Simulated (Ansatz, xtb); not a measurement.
# C4H3F3: which of two isomers lies lower

Structure a is `FC1=CC(F)(F)C1`, a singlet and structure b is `CC#CC(F)(F)F`, a singlet. Both are isolated molecules in the gas phase, relaxed with r2SCAN-D4/def2-SVP.

Task: Which of the two would you expect CCSD(T)/def2-SVP + ΔMP2/def2-TZVPP electronic energies to favour?

Result: Too close to call at this level: CCSD(T)/def2-SVP + ΔMP2/def2-TZVPP gives E(b) − E(a) = −0.042 eV.

The same difference at several levels:

```json
{"level": "GFN2-xTB", "geometry": "GFN2-xTB", "E(b) − E(a) (eV)": "+0.162", "departure from the last row (eV)": "+0.203", "job, with rough time for the two": "optimisation, 0.15 s"}
{"level": "HF/STO-3G", "geometry": "GFN2-xTB", "E(b) − E(a) (eV)": "+0.478", "departure from the last row (eV)": "+0.520", "job, with rough time for the two": "single point, 0.62 s"}
{"level": "r2SCAN-D4/def2-SVP//GFN2-xTB", "geometry": "GFN2-xTB", "E(b) − E(a) (eV)": "+0.019", "departure from the last row (eV)": "+0.061", "job, with rough time for the two": "single point, 6.9 s"}
{"level": "r2SCAN-D4/def2-SVP", "geometry": "r2SCAN-D4/def2-SVP", "E(b) − E(a) (eV)": "+0.022", "departure from the last row (eV)": "+0.064", "job, with rough time for the two": "optimisation, 44 s"}
{"level": "HF/def2-SVP", "geometry": "r2SCAN-D4/def2-SVP", "E(b) − E(a) (eV)": "−0.261", "departure from the last row (eV)": "−0.219", "job, with rough time for the two": "part of the CCSD(T) run"}
{"level": "MP2/def2-SVP", "geometry": "r2SCAN-D4/def2-SVP", "E(b) − E(a) (eV)": "−0.271", "departure from the last row (eV)": "−0.229", "job, with rough time for the two": "part of the CCSD(T) run"}
{"level": "CCSD(T)/def2-SVP", "geometry": "r2SCAN-D4/def2-SVP", "E(b) − E(a) (eV)": "−0.180", "departure from the last row (eV)": "−0.138", "job, with rough time for the two": "single point"}
{"level": "CCSD(T)/def2-SVP + ΔMP2/def2-TZVPP", "geometry": "r2SCAN-D4/def2-SVP", "E(b) − E(a) (eV)": "−0.042", "departure from the last row (eV)": "", "job, with rough time for the two": "single point, 98 s"}
```

As drawn, b has 1 C≡C in place of 1 C=C, 1 C–C. Structure a has a 4-membered ring, b no ring.

The largest departure from CCSD(T)/def2-SVP + ΔMP2/def2-TZVPP is that of HF/STO-3G, 0.520 eV. The last row adds to CCSD(T) the change of the MP2 difference between the two basis sets, here +0.138 eV, a large step that makes the value less sure.

With thermal terms from frequencies at re-optimised GFN2-xTB minima (ideal gas, soft modes damped towards free rotors, one conformer each, 298.15 K, 1 atm): on the last row, ΔE + ΔZPE = −0.110, ΔH = −0.063, ΔG = −0.162 eV.

The correlated steps freeze 7 core orbitals. Run with Ansatz 0.2.0, xtb 6.7.1; the last row on 2 threads of Arm Neoverse N1 on a shared host.

The two isomers are nearly degenerate in electronic energy, and the sign of the small difference doesn't establish an order. The balance is probably a cancellation: the ring gains a C–C σ bond in place of the alkyne's second π bond, but pays for it in the angle strain of a cyclobutene. Fluorine placement also matters. Three fluorines on one carbon reinforce each other through geminal n(F)→σ*(C–F) donation, whereas the ring has only a CF2 group and a vinylic fluorine, though the electron-poor CF3 group sits less comfortably on an sp carbon.

MP2 barely moves the Hartree–Fock difference in the same basis, while the higher-order correlation in CCSD(T) shifts it towards the ring, which suggests that MP2 slightly overbinds the alkyne relative to the ring. Vibrational and thermal terms tilt the balance towards the alkyne, giving ΔG = −0.162 eV. Its softer skeleton and easily turned methyl group lower the zero-point energy and raise the entropy, so any preference at room temperature would owe more to nuclear motion than to bonding.
